## Problem

Li⁺ ($Z=3$, closed shell $1s^2$) is described by restricted Hartree–Fock in two normalised Slater functions $\chi_a=(\zeta_a^3/\pi)^{1/2}e^{-\zeta_a r}$, with chosen exponents $\zeta_1=2.25/a_0=4.2519$ Å⁻¹ and $\zeta_2=4/a_0=7.5589$ Å⁻¹ ($a_0=0.529177$ Å, $E_h=27.2114$ eV). Start from the core-Hamiltonian orbital and build two Fock matrices. Extrapolate by DIIS (Pulay 1980, 1982) with (a) the commutator residual and (b) the density residual, and compare with plain iteration and Aitken's formula. Unrounded values are carried throughout; angles are in radians.

## Solution, as margin notes

**Note 1: why the weights sum to one.** Near the solution $x^*$ a residual is linear, $e_i\approx A(x_i-x^*)$. Then $\sum c_ie_i=A(\sum c_ix_i-x^*)$ holds only if $\sum c_i=1$. The constraint also excludes $c=0$ and keeps the core Hamiltonian at weight one in $\bar F=\sum c_iF_i$.

**Note 2: the equations.** With $B_{ij}=\langle e_i,e_j\rangle$ and $u=(1,\dots,1)^T$, make $c^TBc-2\mu(u^Tc-1)$ stationary:
$$\begin{pmatrix}B&-u\\-u^T&0\end{pmatrix}\begin{pmatrix}c\\ \mu\end{pmatrix}=\begin{pmatrix}0\\-1\end{pmatrix}.$$
Multiplying $Bc=\mu u$ by $c^T$ gives $\mu=c^TBc$: the multiplier is the squared residual. It is a minimum because a Gram matrix is positive semidefinite. If the $e_i$ are linearly independent, $c=\mu B^{-1}u$, and the constraint fixes $\mu$:
$$c=\frac{B^{-1}u}{u^TB^{-1}u},\qquad \mu=\frac1{u^TB^{-1}u}.$$

**Note 3: singular $B$.** Multiply through by $\det B$:
$$c=\frac{\operatorname{adj}(B)\,u}{u^T\operatorname{adj}(B)\,u},\qquad\mu=\frac{\det B}{u^T\operatorname{adj}(B)\,u}.$$
The denominator is minus the bordered determinant. It vanishes only if some $a\neq0$ has $\sum a_i=0$ and $\sum a_ie_i=0$, that is, if the differences $e_i-e_j$ are dependent. With $n$ modes, $n+1$ generic vectors give singular $B$, unique $c$ and $\mu=0$; more vectors leave $c$ undetermined.

**Note 4: integrals.** The product $\chi_a\chi_b$ is $S_{ab}$ times a unit charge $\propto e^{-pr}$ with $p=\zeta_a+\zeta_b$. With $q=\zeta_c+\zeta_d$,
$$S_{ab}=\frac{8(\zeta_a\zeta_b)^{3/2}}{p^3},\qquad h_{ab}=S_{ab}E_h\left[\tfrac12a_0^2\zeta_a\zeta_b-\tfrac12Za_0p\right],$$
$$(ab|cd)=S_{ab}S_{cd}E_ha_0\frac{pq(p^2+3pq+q^2)}{2(p+q)^3}.$$
Here $S=S_{12}=0.884736$. In the orthonormal pair $\phi_1=\chi_1$, $\phi_2=(\chi_2-S\chi_1)/w$, $w=\sqrt{1-S^2}=0.466092$, which all indices denote from now on:

| integral | eV | integral | eV |
|---|---|---|---|
| $h_{11}$ | −114.7980 | $(11\vert22)$ | 40.8600 |
| $h_{12}$ | −33.8970 | $(12\vert12)$ | 10.4282 |
| $h_{22}$ | 41.2888 | $(12\vert22)$ | 17.9931 |
| $(11\vert11)$ | 38.2660 | $(22\vert22)$ | 52.0464 |
| $(11\vert12)$ | 11.3769 | | |

**Note 5: the problem has one mode.** The occupied orbital is $o=(\cos\theta,\sin\theta)$, the virtual one $v=(-\sin\theta,\cos\theta)$. Take the one-spin projector $D=oo^T$ and $F_{ij}=h_{ij}+\sum_{kl}D_{kl}[2(ij|kl)-(ik|jl)]$. Eigenvectors depend only on $y=F_{12}$ and $z=(F_{22}-F_{11})/2$:
$$y=(-19.2121-3.3081\cos2\theta-4.7877\sin2\theta)\ \text{eV},$$
$$z=(81.4885+13.0678\cos2\theta+3.3081\sin2\theta)\ \text{eV}.$$
Diagonalisation returns the lower orbital at $\tan2\theta'=-y/z$. The commutator is
$$e=FD-DF=r\begin{pmatrix}0&-1\\1&0\end{pmatrix},\qquad r=F_{ov}=y\cos2\theta+z\sin2\theta ,$$
and $dE/d\theta=4r$ for $E=2h_{oo}+(oo|oo)$. All commutators are therefore multiples of one matrix.

**Note 6: plain iteration.** The core guess has $\tan2\theta_0=-2h_{12}/(h_{22}-h_{11})$.

| $i$ | $\theta_i$ | $y_i$ (eV) | $z_i$ (eV) | $r_i$ (eV) | output $\theta_{i+1}$ |
|---|---|---|---|---|---|
| 0 | 0.204876 | −24.1536 | 94.7924 | 15.6093 | 0.124748 |
| 1 | 0.124748 | −23.5999 | 94.9685 | 0.58008 | 0.121784 |

The root of $r$ is $\theta^*=0.121667$, with $\varepsilon_o=-76.187$ eV and gap $\Delta\varepsilon=195.70$ eV. In the converged orbitals, an input offset $x$ changes $D$ by $x(ov^T+vo^T)$ and $F_{ov}$ by $x(3K-J)$, where $J=(oo|vv)$ and $K=(ov|ov)$. The output offset is $-\delta F_{ov}/\Delta\varepsilon=\lambda x$, with $\lambda=(J-3K)/\Delta\varepsilon=7.44\ \text{eV}/195.70\ \text{eV}=0.0380$. The wide gap makes this an easy case.

**Note 7, part (a): the inverse does not exist.** With $\langle e_i,e_j\rangle=\operatorname{tr}e_i^Te_j=2r_ir_j$,
$$B=\begin{pmatrix}487.303&18.1093\\18.1093&0.672986\end{pmatrix}\text{eV}^2,\qquad\det B=0 .$$
The bordered determinant survives: $u^T\operatorname{adj}(B)u=B_{00}+B_{11}-2B_{01}=2(r_0-r_1)^2=451.757$ eV². Note 3 gives
$$c_0=\frac{B_{11}-B_{01}}{2(r_0-r_1)^2}=\frac{-r_1}{r_0-r_1}=-0.038597,\qquad c_1=\frac{r_0}{r_0-r_1}=1.038597,\qquad\mu=0 .$$
These are secant weights: $c_0x_0+c_1x_1$ is where the straight line through $(x_0,r_0)$ and $(x_1,r_1)$ crosses zero. Here $c_0$ is negative because both residuals have the same sign. The spin-summed density $2D$ would scale $B$ by four and leave $c$ unchanged.

The mixed matrix has $\bar y=-23.5785$ eV and $\bar z=94.9753$ eV, so $\bar\theta=0.121670$.

**Note 8: where Aitken enters.** Choose the step $\delta_i=\theta_{i+1}-\theta_i$ as residual. The secant point becomes
$$\theta_A=\frac{-\delta_1\theta_0+\delta_0\theta_1}{\delta_0-\delta_1}=\theta_2-\frac{(\theta_2-\theta_1)^2}{\theta_2-2\theta_1+\theta_0},$$
exactly Aitken's $\Delta^2$ formula. Mixing the outputs gives the same point, since they differ from the inputs by $\delta_i$ and $\sum c_i\delta_i=0$. Here $c_0=-0.038411$. The commutator is $r_i=-\sqrt{y_i^2+z_i^2}\,\sin2\delta_i$, proportional to $\delta_i$ only in the linear regime, where both choices give $c_0=-\lambda/(1-\lambda)=-0.0395$. The scatter among the three weights is the nonlinearity of the long first step.

| step | $\theta-\theta^*$ |
|---|---|
| plain, two Fock builds | $1.17\times10^{-4}$ |
| plain, three Fock builds | $4.45\times10^{-6}$ |
| Aitken, two Fock builds | $3.22\times10^{-6}$ |
| commutator DIIS, two Fock builds | $2.71\times10^{-6}$ |

At equal cost DIIS lies 43 times closer than plain iteration, a saving of slightly more than one build.

**Note 9: $\mu=0$ is not convergence.** $F$ is affine in $D$, so $\bar F=F[\bar D]$ with $\bar D=c_0D_0+c_1D_1$. Two bilinear terms were dropped; both follow from $c_i^2=c_i-c_0c_1$. First,
$$[\bar F,\bar D]=\sum c_ie_i-c_0c_1[F_0-F_1,D_0-D_1],$$
whose amplitude $r$ is $8.1\times10^{-5}$ eV instead of zero. Second,
$$\bar D^2-\bar D=-c_0c_1(D_0-D_1)^2=\kappa\,1,\qquad\kappa=-c_0c_1\sin^2\delta_0=2.57\times10^{-4}.$$
To first order the occupations of $\bar D$ are $1+\kappa$ and $-\kappa$. The excess $\kappa(oo^T-vv^T)$ shifts $F_{ov}$ by $\kappa[(oo|ov)-(ov|vv)]$. With $(ov|vv)-(oo|ov)=1.98$ eV the output angle moves by $\kappa\cdot1.98\ \text{eV}/\Delta\varepsilon=2.59\times10^{-6}$, nearly all of the remaining $2.71\times10^{-6}$. A fresh build at $\bar\theta$ gives $r=5.1\times10^{-4}$ eV, against 0.0220 eV at $\theta_2$.

**Note 10, part (b): a case with an inverse.** Take $e_i=D_{i+1}-D_i$, dimensionless, symmetric and traceless, hence with two components. Write $D=\tfrac12(1+\sigma_z\cos2\theta+\sigma_x\sin2\theta)$ with Pauli matrices $\sigma$. Each $e_i$ is a chord of a circle, and the trace product is
$$B_{ij}=2\sin\delta_i\sin\delta_j\cos(\theta_i+\theta_{i+1}-\theta_j-\theta_{j+1}).$$
The two chords make the angle $\theta_0-\theta_2=0.0831$, so $B_{00}=1.28134\times10^{-2}$, $B_{01}=4.72841\times10^{-4}$, $B_{11}=1.75698\times10^{-5}$, and
$$\det B=B_{00}B_{11}\sin^2(\theta_0-\theta_2)=1.5508\times10^{-9}.$$
Then
$$u^TB^{-1}u=\frac{B_{00}+B_{11}-2B_{01}}{\det B}=\frac{1.18853\times10^{-2}}{1.5508\times10^{-9}}=7.664\times10^{6},$$
$$c_0=\frac{B_{11}-B_{01}}{B_{00}+B_{11}-2B_{01}}=-0.03831,\qquad\mu=1.305\times10^{-7}.$$
The norm falls from $\|e_1\|=4.19\times10^{-3}$ to $\sqrt\mu=3.61\times10^{-4}$. Geometrically $\sqrt\mu$ is the distance from the origin to the line through $e_0$ and $e_1$; it is nonzero only because the set of projectors is curved. The eigenvalues of $B$ differ by a factor $1.06\times10^5$, and this invertibility fades as the chords align on convergence. The determinant cancels from $c$, which is why the bordered system, and not $B^{-1}$, is the form to solve.

**Note 11: watch the residual, not the energy.** Near the root $r=(\Delta\varepsilon-J+3K)(\theta-\theta^*)$ with slope 188.26 eV, and integrating $dE/d\theta=4r$ gives $E-E^*=2(188.26\ \text{eV})(\theta-\theta^*)^2$. This is $5.2\times10^{-6}$ eV at $\theta_2$ and $2.8\times10^{-9}$ eV at $\bar\theta$. Both sit far below the last digit of $E^*=h_{oo}+\varepsilon_o=-196.853$ eV, the energy of this two-function model with the chosen exponents, while the residuals still differ by the factor 43.